## Results and discussion

### The curves and the gap in them

The quantity is the dipole polarisability $\alpha(i\omega)$, in bohr³, of four indium ions at imaginary frequency $\omega$, in hartree, from non-relativistic LB94 orbitals with an adiabatic LDA kernel. Three low-frequency rows are withheld, and the question is how far $\alpha$ has fallen below its static value at $\omega$ = 0.01425, 0.03601 and 0.06967.

Indium ions (Z = 49) from In³⁺ ([Kr] 4d¹⁰, base) to In⁶⁺ in the ground configurations that NIST lists, computed with radks 1 (radial solver with Libxc): non-relativistic, spin-polarised Kohn-Sham, LB94 potential, spherical densities, open shells at highest spin, point nucleus. Polarisabilities are from Sternheimer linear response with the Hartree and adiabatic LDA kernel.

| imaginary frequency (hartree) | polarisability at imaginary frequency, base (bohr³) | polarisability at imaginary frequency, charge 4 e (bohr³) | polarisability at imaginary frequency, charge 5 e (bohr³) | polarisability at imaginary frequency, charge 6 e (bohr³) |
| --- | --- | --- | --- | --- |
| 0.002664 | 3.312 | 2.496 | 1.953 | 1.573 |
| 0.01425 | ? | ? | ? | ? |
| 0.03601 | ? | ? | ? | ? |
| 0.06967 | ? | ? | ? | ? |
| 0.1181 | 3.290 | 2.485 | 1.947 | 1.569 |
| 0.1859 | 3.259 | 2.469 | 1.938 | 1.563 |
| 0.2803 | 3.195 | 2.436 | 1.919 | 1.552 |
| 0.4132 | 3.073 | 2.372 | 1.882 | 1.528 |
| 0.6050 | 2.858 | 2.251 | 1.809 | 1.481 |
| 0.8920 | 2.511 | 2.038 | 1.673 | 1.389 |
| 1.345 | 2.013 | 1.697 | 1.434 | 1.219 |
| 2.117 | 1.391 | 1.220 | 1.069 | 0.9355 |
| 3.588 | 0.7567 | 0.6877 | 0.6226 | 0.5619 |
| 6.942 | 0.2881 | 0.2684 | 0.2492 | 0.2306 |
| 17.54 | 0.06655 | 0.06335 | 0.06017 | 0.05703 |

The base column is In³⁺, a closed 4d¹⁰ shell. The columns headed charge 4, 5 and 6 e are In⁴⁺, In⁵⁺ and In⁶⁺, whose listed ground configurations are 4d⁹, 4d⁸ and 4d⁷, with the holes spread spherically over the minority-spin 4d shell. The series is thus a successive ionisation of one element, the four ions are in four different states, and each column is predicted from its own rows alone. On the known rows each curve falls with $\omega$, a higher charge lies lower at each frequency, and the curves draw together: the ratio In⁶⁺/In³⁺ rises from 0.475 in the first row to 0.857 in the last. Across the gap, from $\omega$ = 0.002664 to 0.1181, the fall is only 0.66 % of the first-row value for In³⁺ and 0.25 % for In⁶⁺.

### Why the curve starts flat

Linear response writes the polarisability at real frequency as a sum over dipole excitations of energy $\omega_n$ and oscillator strength $f_n$, with denominators $\omega_n^2-\omega^2$. On the imaginary axis the sign turns and the resonances vanish:

$$\alpha(i\omega)=\sum_n \frac{f_n}{\omega_n^2+\omega^2}.$$

An excitation responds in full while $\omega \ll \omega_n$ and drops out as $f_n/\omega^2$ once $\omega \gg \omega_n$. The strengths are positive as long as the reference state is stable and each transition runs from a more occupied to a less occupied level, which is argued to hold also for the fractional 4d shells. Three properties then follow. The sum depends on $x=\omega^2$ only. Each term, and so the sum, decreases with $x$ and is convex in $x$. And below the lowest excitation it has the Cauchy expansion

$$\alpha = S_{-2}-S_{-4}\,x+S_{-6}\,x^2-\dots,\qquad S_{-k}=\sum_n f_n\,\omega_n^{-k}.$$

There is no term linear in $\omega$: halving the frequency quarters the drop. Inverting the series gives $1/\alpha = 1/S_{-2} + (S_{-4}/S_{-2}^2)\,x+\dots$, which to this order is a single pole,

$$\alpha=\frac{\alpha_0}{1+\omega^2/\Omega^2},\qquad \alpha_0=S_{-2},\qquad \Omega^2=\frac{S_{-2}}{S_{-4}}.$$

Here $1/\Omega^2$ is the mean of $1/\omega_n^2$ weighted by each excitation's share of the static polarisability. It is not the lowest gap, and $\alpha_0\Omega^2$ is not a count of electrons. The rule that carries over to other systems is that the relative drop at low frequency is $\omega^2/\Omega^2$.

For each ion a straight line of $1/\alpha$ against $\omega^2$ was fitted by unweighted least squares to the four known rows with $\omega<0.3$. It gives $\Omega$ = 1.47, 1.79, 2.10 and 2.41 hartree from In³⁺ to In⁶⁺, with an uncertainty from the rounding of the inputs that grows from 0.01 to 0.06, and it reproduces these four rows to 0.0005 bohr³ or better, which is the rounding of the table. The highest withheld frequency is about a twentieth of the smallest $\Omega$, so the first correction term governs the gap.

One thing could spoil the interpolation: a weak, soft excitation below about 0.1 hartree, physical or an artefact of fractional occupation. An excitation at 0.04 hartree would add its full share to the first row and only $1/(1+0.1181^2/0.04^2)\approx 0.1$ of it to the row at 0.1181, bending the curve inside the gap. The known rows test this. The same line fitted only to the three rows with $0.1<\omega<0.3$ and carried down to $\omega$ = 0.002664 gives 3.3112 ± 0.0014 for In³⁺ against 3.312 in the table, and 1.5725 ± 0.0014 for In⁶⁺ against 1.573; the other two ions agree to 0.0002. A soft contribution that has mostly died out by $\omega$ = 0.1181 is therefore limited to about 0.002 bohr³. An excitation close to 0.1 hartree is less tightly bounded, since part of its share survives in the fitted rows.

### Predictions

The row at $\omega$ = 0.06967 has the largest drop and is worked in full for In³⁺; it was not part of any fit. By hand, $x = 0.06967^2 = 0.004854$, while the next known row has $x = 0.1181^2 = 0.01395$ and lies $3.312-3.290 = 0.022$ below the first. Scaling with $x$ gives a drop of $0.022\times0.004854/0.01395 = 0.0077$ and a value of 3.304. The fitted pole has $\alpha_0$ = 3.3116 and initial slope $\alpha_0/\Omega^2$ = 1.541 bohr³/hartree², so $\Omega^2 = 3.3116/1.541 = 2.149$, $x/\Omega^2 = 0.00226$ and $\alpha = 3.3116/1.00226 = 3.304$ again.

The hand scaling gives these forecasts. At $\omega$ = 0.01425 all four ions lie within 0.001 of the first row. At 0.03601 the values are about 3.310, 2.495, 1.952 and 1.573, and at 0.06967 about 3.304, 2.492, 1.951 and 1.572, both sets to ±0.002. The order by charge is kept and no bump appears. The fitted pole sharpens them:

| $\omega$ | In³⁺ | In⁴⁺ | In⁵⁺ | In⁶⁺ |
|---|---|---|---|---|
| 0.01425 | 3.3113 ± 0.0014 | 2.4957 ± 0.0013 | 1.9530 ± 0.0012 | 1.5727 ± 0.0012 |
| 0.03601 | 3.3096 ± 0.0014 | 2.4949 ± 0.0013 | 1.9525 ± 0.0012 | 1.5724 ± 0.0012 |
| 0.06967 | 3.3042 ± 0.0012 | 2.4921 ± 0.0012 | 1.9509 ± 0.0011 | 1.5714 ± 0.0012 |

Each bar adds the worst case of a ±0.0005 rounding in every fitted row, the ±0.0005 of the value to be compared, and the difference from a Cauchy series cut at $x^2$ and fitted by least squares to the five known rows with $\omega<0.45$. That difference is 0.0002 at most, so the bars are nearly all rounding.

Convexity adds a bracket with no fitted constant. A convex function lies below the chord between two points and above the continuation of a neighbouring chord, so the withheld values lie under the chord from 0.002664 to 0.1181 and over the line through 0.1181 and 0.1859 continued backwards, both drawn in $x$. Widened for rounding, this confines In³⁺ at 0.06967 to between 3.3022 and 3.3054.

A single pole fitted instead to all twelve known rows, by least squares on the relative error, is forecast to do worse and to miss by more than rounding: for In³⁺ it has $\alpha_0$ = 3.078, already far under the first row.

The test is a mild one. For In⁵⁺ and In⁶⁺ the predicted drops barely exceed rounding, and only In³⁺ and In⁴⁺ at 0.06967 really probe the $\omega^2$ law.

### The computed values

The withheld rows as computed:

| imaginary frequency (hartree) | polarisability at imaginary frequency, base (bohr³) | polarisability at imaginary frequency, charge 4 e (bohr³) | polarisability at imaginary frequency, charge 5 e (bohr³) | polarisability at imaginary frequency, charge 6 e (bohr³) |
| --- | --- | --- | --- | --- |
| 0.01425 | 3.312 | 2.495 | 1.953 | 1.573 |
| 0.03601 | 3.310 | 2.495 | 1.952 | 1.572 |
| 0.06967 | 3.305 | 2.492 | 1.951 | 1.571 |

All twelve values fall inside the bars and the convexity brackets, the order by charge holds, and no curve rises with $\omega$. Of the eight hand forecasts five match the printed digits and three are off by one unit in the last place: In³⁺ at 0.06967 is 3.305 and not 3.304, and In⁶⁺ is 1.572 and 1.571 where 1.573 and 1.572 were forecast. At 0.01425 three ions repeat the first row and In⁴⁺, at 2.495, sits on the edge of the forecast range.

Three misses of the fitted pole exceed the 0.0005 of rounding in the revealed value. The largest is the worked row, where the computed 3.305 lies 0.0008 above 3.3042, and In³⁺ at 0.01425 is 0.0007 above its prediction. The sign agrees with theory. The Cauchy–Schwarz inequality gives $S_{-2}S_{-6}\ge S_{-4}^2$, which makes $1/\alpha$ bend downwards in $x$ whenever more than one excitation energy contributes; a straight line through such a curve runs above it at the low end and puts $\alpha_0$ too low. The Cauchy series, which has a free curvature, moves the In³⁺ predictions up by only 0.0001 to 0.0002, so this bias covers a small part of the miss and the remainder is of the size of the rounding. The third miss, In⁴⁺ at 0.01425, is 0.0007 below its prediction. The true fall from the first row is only about $0.782\times0.01425^2 = 0.0002$, with 0.782 the fitted initial slope, so a curve starting just above 2.4955 prints 2.496 and then 2.495. The remaining nine misses are 0.0005 or less, and the Cauchy series, with a largest miss of 0.0009, cannot be told from the pole.

The worked row does discriminate between shapes. A flat continuation of the first row would miss In³⁺ by 0.007 and In⁴⁺ by 0.004, several times the bars. Interpolation linear in $\omega$ would cover the fraction $(0.06967-0.002664)/(0.1181-0.002664) = 0.58$ of the 0.022 fall and give 3.299, low by 0.006. The all-row pole is low by 0.23 bohr³ for In³⁺, 7 % of the computed value, and by 0.06 for In⁶⁺. What the hits support is the $\omega^2$ onset of the computed curve and the absence of a soft excitation of visible weight in the gap. They say nothing about how close the values are to those of real ions.

### Where one pole fails

The low-frequency pole lies under the table on all eight rows above $\omega$ = 0.3, none of which entered its fit, though for In⁶⁺ at 0.4132 by less than the rounding. For In³⁺ the error relative to the table is −3.7 % at 0.8920, −23 % at 2.117 and −65.5 % at 17.54; for In⁶⁺ it is −0.4 %, −5 % and −49 %. This is the same downward bend of $1/\alpha$, now large. $S_{-4}$ gives soft excitations more weight than $S_{-2}$ does, so $\Omega$ leans towards the soft end of the spectrum; once $\omega$ passes that region, harder excitations that contribute little to the initial slope still respond and hold $\alpha$ above the pole. The failure sets in later for the higher charges, as their larger $\Omega$ suggests, but it is also smaller at similar $\omega/\Omega$: −5 % for In⁶⁺ at 2.117 against −10.7 % for In³⁺ at 1.345. The all-row pole compromises with a larger $\Omega$, 2.20 hartree for In³⁺, pays with a low $\alpha_0$ and still errs by up to 28 % of the tabulated value. A dispersion coefficient $C_6=(3/\pi)\int\alpha^2\,d\omega$ taken from the low-frequency pole, $\tfrac34\alpha_0^2\Omega$, is therefore too small: for In³⁺ it gives 12.1 hartree bohr⁶, against 14.6 from the full response of the same run. The other three ions should err in the same direction, since their poles also fall below the table.

The last row shows how much strength lies high. The Thomas–Reiche–Kuhn sum rule, $\sum_n f_n=N$, makes $\alpha\omega^2=\sum_n f_n\,\omega^2/(\omega_n^2+\omega^2)$ climb towards the electron number $N$ from below. At 17.54 hartree it is 20.5 for In³⁺, against $N$ = 46. The $n=4$ shell holds 18 electrons, and the 28 inner ones are bound by energies comparable to this frequency or far above it, so by the standard argument they respond only in part. From ion to ion $\alpha\omega^2$ steps by −0.98, −0.98 and −0.97. A natural reading is that a 4d electron is almost free at this frequency and takes nearly one unit of strength with it; this is a guess, since the remaining shells relax and the 4d holes open new transitions, and those changes are not separated here. The step explains the convergence of the curves: at high frequency they differ by one electron in about twenty, at low frequency by the stiffness of the outer shell.

### The trend with charge and neighbouring series

The static value falls by 0.816, 0.543 and 0.380 bohr³ in the three ionisations, and the initial slope falls faster, from 1.541 to 0.270, a factor of 5.7 against 2.1, because it carries two more powers of the excitation energy. The standard cause is that a removed 4d electron no longer screens the others, so the shell contracts, the 4d→p and 4d→f excitations move up, and fewer electrons are left to respond. The rise of $\Omega$ by about 0.3 hartree per charge is consistent with this but does not isolate it. The open-shell ions also gain the dipole-allowed 4p→4d channel, which is blocked in In³⁺, while 4d→4d is dipole-forbidden and supplies no soft pole; the share of the new channel is untested.

Going down in charge would break the pattern. In⁺ has a 5s² pair outside the 4d shell with a strong 5s→5p excitation at roughly 0.3 hartree (a rough recalled size). If $\Omega$ were near that value, the drop at 0.07 hartree would be about $0.07^2/0.3^2\approx5$ % in place of 0.2 %, the static value would be much larger, and a fit window reaching 0.3 hartree would no longer be a low-frequency one. Along the isoelectronic 4d¹⁰ series from Ag⁺ to Sn⁴⁺ the electron number stays fixed while the nuclear charge rises: the static value should fall and $\Omega$ rise for the same reason of tighter binding, but $\alpha\omega^2$ would tend to one common limit and not step by an electron.

The absolute values carry the limits of the method. Relativity, left out here, contracts the s and p shells and loosens the 4d shell at $Z$ = 49, which shifts the very excitations that set $\alpha_0$ and $\Omega$. LB94 has the correct exchange-correlation tail but is not the derivative of an energy, and the LDA kernel is not its own. For In⁴⁺ to In⁶⁺ the spherical average yields one scalar per frequency, without terms, fine structure or anisotropy. The $\omega^2$ onset and the convexity rest only on positive oscillator strengths and a finite lowest dipole excitation energy, and would survive these corrections, with changed constants.
